Dear colleague,

Your Cr$^{3+}$ ($3d^3$) sits in a nearly octahedral oxygen cage, and the weak-field picture places two of its three spin-allowed bands badly. I take $Dq = 1800$ cm$^{-1}$ and Racah $B = 650$ cm$^{-1}$, typical values for ruby. Such values are themselves fitted to the first two bands, so my results are the model's and confirm nothing about your crystal. Conventions: $e_g$ at $+6Dq$, $t_{2g}$ at $-4Dq$, $Dq>0$, energies in $10^3$ cm$^{-1}$.

## By hand

The free ion has two quartets, $^4F$ and $^4P$, with $^4P$ higher by $15B \approx 10$. In $O_h$, $F \to A_2+T_2+T_1$ and $P \to T_1$. $A_2$ and $T_2$ occur once among the quartets, so counting electrons fixes them: $t_{2g}^3$ gives $-12Dq$, $t_{2g}^2e_g$ gives $-2Dq$. The field is traceless within $F$, which puts $T_1(F)$ at $+6Dq$. A rank-4 field has no matrix elements within $L=1$, so $P$ stays put. From the $^4A_2$ ground term:

- $^4T_2$: $10Dq = 18.0$, or 556 nm
- $^4T_1(P)$: $12Dq+15B \approx 21.6+10 = 31.6$, or 316 nm
- $^4T_1(F)$: $18Dq = 32.4$, or 309 nm

This crystal would absorb yellow-green and transmit violet, with both $T_1$ bands in the ultraviolet.

## With care

The two $T_1$ terms share spin and symmetry, so the field couples them. Start from $d^2$ with parallel spins, quantised along a fourfold axis. In units of $Dq$ the one-electron field has diagonal elements $1, -4, 6$ for $m=\pm2,\pm1,0$ and $\langle 2|V|{-2}\rangle = 5$. It changes $M_L$ by 0 or $\pm4$, so the two $M_L=0$ determinants form a closed block, one $T_1$ component of each term. They are $a=|2,-2|$, which is $t_{2g}e_g$ at $+2Dq$, and $b=|1,-1|$, which is $t_{2g}^2$ at $-8Dq$. Lowering $|2,1|$ three times with $L_-$ gives $F$, and orthogonality gives $P$:

$$F=\frac{a+2b}{\sqrt5},\qquad P=\frac{2a-b}{\sqrt5}.$$

Then $V_{FF}=(2-32)Dq/5$, $V_{PP}=(8-8)Dq/5$, $V_{FP}=(4+16)Dq/5$, and with $F$ as the zero of repulsion energy

$$H(T_1)=\begin{pmatrix}-6Dq & 4Dq\\ 4Dq & 15B\end{pmatrix}.$$

High-spin $d^7$ is two electrons on a half-filled shell and has the same block, with $T_2$ at $+2Dq$ and $A_2$ at $+12Dq$; its bands, like those of $d^2$, start from the lower $T_1$ root. The $d^3$ quartets are two holes in the half-filled shell, and $d^8$ is two holes in the full one, so there $Dq\to-Dq$. A tetrahedral field reverses the sign once more.

For an $A_2$ ground term (octahedral $d^3$, $d^8$; tetrahedral $d^2$, $d^7$ with $Dq$ read as a magnitude), diagonalise and add $12Dq$:

$$\nu_1=10Dq,\qquad \nu_{2,3}=15Dq+7.5B\mp\tfrac12\sqrt{225B^2-180B\,Dq+100Dq^2},$$

$$\nu_2+\nu_3-3\nu_1=15B.$$

With our inputs the mean is 31.875, the radicand 208.46, its root 14.44 and half the root 7.22. Hence $\nu_2=24.66$ (406 nm) and $\nu_3=39.09$ (256 nm), while $\nu_1$ is unchanged. The second band has moved into the violet, leaving red and a window in the blue. I keep the second decimal only for bookkeeping.

## Why the two differ

| | hand | careful | careful minus hand |
|---|---|---|---|
| lower $T_1$ | 31.6 | 24.66 | $-6.94$ |
| upper $T_1$ | 32.4 | 39.09 | $+6.69$ |

The estimate is 28% too high for $\nu_2$ and 17% too low for $\nu_3$. Rounding $15B=9.75$ to 10 accounts for 0.25 of the first difference. The remaining 6.69 in each is level repulsion.

The size comes from a near degeneracy. The diagonal elements $6Dq=10.80$ and $15B=9.75$ cross at $Dq/B=2.5$, and we have 2.77. Their gap is $\delta=1.05$, against a coupling $W=4Dq=7.20$, a ratio of 6.9. Each level moves by

$$\sqrt{W^2+\delta^2/4}-\delta/2=6.69,$$

nearly the whole coupling. Second-order theory would give $W^2/\delta=49$, larger than the transition energies themselves. The $F$ weight of the lower state is $\tfrac12\left(1-\delta/\sqrt{\delta^2+4W^2}\right)=46\%$, so the customary label $^4T_1(F)$ for $\nu_2$ records only where the level goes as $Dq\to0$.

Configurations make the better starting point. For $d^3$, holes in $a$ leave $t_{2g}^2e_g$ and holes in $b$ leave $t_{2g}e_g^2$. Their $P$ weights are $4/5$ and $1/5$, so relative to $^4A_2$

$$H(T_1)=\begin{pmatrix}10Dq+12B & -6B\\ -6B & 20Dq+3B\end{pmatrix}.$$

The diagonal values are 25.80 and 37.95, the gap 12.15 and the coupling 3.90, a ratio of 0.32. The exact shift is 1.14 and second order gives 1.25. The lower state is 92% $t_{2g}^2e_g$. The upper one is mostly a two-electron jump, which a one-electron dipole operator cannot drive, and within this model it takes its strength from its 8% of $t_{2g}^2e_g$.

Two points for your fitting. Mixing preserves the trace, so the unmixed levels obey the sum rule too: it yields $B$ but does not test the mixing. It also weights $\nu_1$ threefold, and a misreading of 100 cm$^{-1}$ there moves $B$ by 20 cm$^{-1}$. If $\nu_3$ is hard to locate, the $B^2$ terms cancel in the secular equation of the last matrix, leaving

$$B=\frac{(\nu_2-\nu_1)(2\nu_1-\nu_2)}{27\nu_1-15\nu_2}.$$

All three transitions are $g\to g$ and electric-dipole forbidden in $O_h$. The true site symmetry is $C_3$, without inversion, so the odd part of the static field gives them intensity, helped by odd vibrations. The even trigonal part splits each $T$ term into $A+E$, typically by several hundred cm$^{-1}$, and shifts the maxima between polarisations. The spin-orbit constant is approximately 200 cm$^{-1}$. Both are small beside 6.69, but they limit the model's bands to 18.0, 24.7 and 39.1 with a soft last figure, so average over each trigonal pair, weighting $E$ twice, before you extract $B$.